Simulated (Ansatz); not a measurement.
Ligand exchange: C2H5FSn + C3H3F3 → C2H6Sn + C3H2F4

Species: C2H5FSn `C=[CH][SnH2][F]`, singlet; C3H3F3 `C=C(F)C(F)F`, singlet; C2H6Sn `C=[CH][SnH3]`, singlet; C3H2F4 `F/C=C(\F)C(F)F`, singlet. The partners trade F for H: Sn–F and C–H bonds give way to Sn–H and C–F.

Shapes, held fixed at every level: PBE0-D4/def2-TZVP. Flexible molecules stand in one conformer, not always the lowest. Programs: Ansatz 0.2.0. The zero-point and thermal change to 298 K, harmonic and unscaled (PBE0-D4/def2-TZVP), is -7.2 kJ/mol.

| level | kind | ΔH(298 K) (kJ/mol) | less CCSD(T)/def2-TZVPP | CPU time (sum over the molecules) |
| --- | --- | --- | --- | --- |
| PBE0-D4/def2-TZVPP | global hybrid | +142.3 | -6.1 | 28 s |
| r2SCAN0-D4/def2-TZVPP | global hybrid | +148.4 | 0.0 | 49 s |
| wB97M-V/def2-TZVPP | range-separated hybrid | +149.4 | +1.0 | 1.7 min |
| MP2/def2-SVP | perturbation theory | +149.5 | +1.1 | – |
| CCSD(T)/def2-SVP | coupled cluster or CI | +137.8 | -10.6 | 82 s |
| CCSD/def2-SVP | coupled cluster or CI | +140.0 | -8.4 | – |
| CCSD(T)/def2-TZVPP | coupled cluster or CI | +148.4 | 0.0 | 34 min |

The highest level, CCSD(T)/def2-TZVPP, gives ΔH(298 K) = +148.4 kJ/mol; the levels span +137.8 to +149.5. The column of differences is taken from that level and isn't an error. No measured value is set beside it here. For atoms past krypton def2 sets carry core potentials with scalar relativity. Outer-core shells of Sn are correlated in most correlated rows, in sets that cover them unevenly. Times are processor times on shared x86 and Arm servers, and rough.

Moving fluorine from tin to the vinylic carbon in exchange for hydrogen is strongly endothermic at every level, so the enthalpy clearly favours the Sn–F/C–H pairing. Tin is much more electropositive than carbon, which gives Sn–F a large ionic contribution, while the diffuse valence orbitals of tin overlap poorly with hydrogen 1s and leave Sn–H weak. The new C–F bond is strong too, but it can't make up for losing both Sn–F and a robust vinylic C–H bond.

The basis set matters more than the triples here: CCSD(T) rises from +137.8 to +148.4 kJ/mol on going from def2-SVP to def2-TZVPP, whereas CCSD and CCSD(T) lie close together in the smaller set. The near match of MP2/def2-SVP with the highest level is therefore a cancellation of basis-set and correlation errors, as its distance from CCSD(T) in the same basis shows. The direction of exchange is secure, but convergence beyond the triple-zeta basis isn't shown.
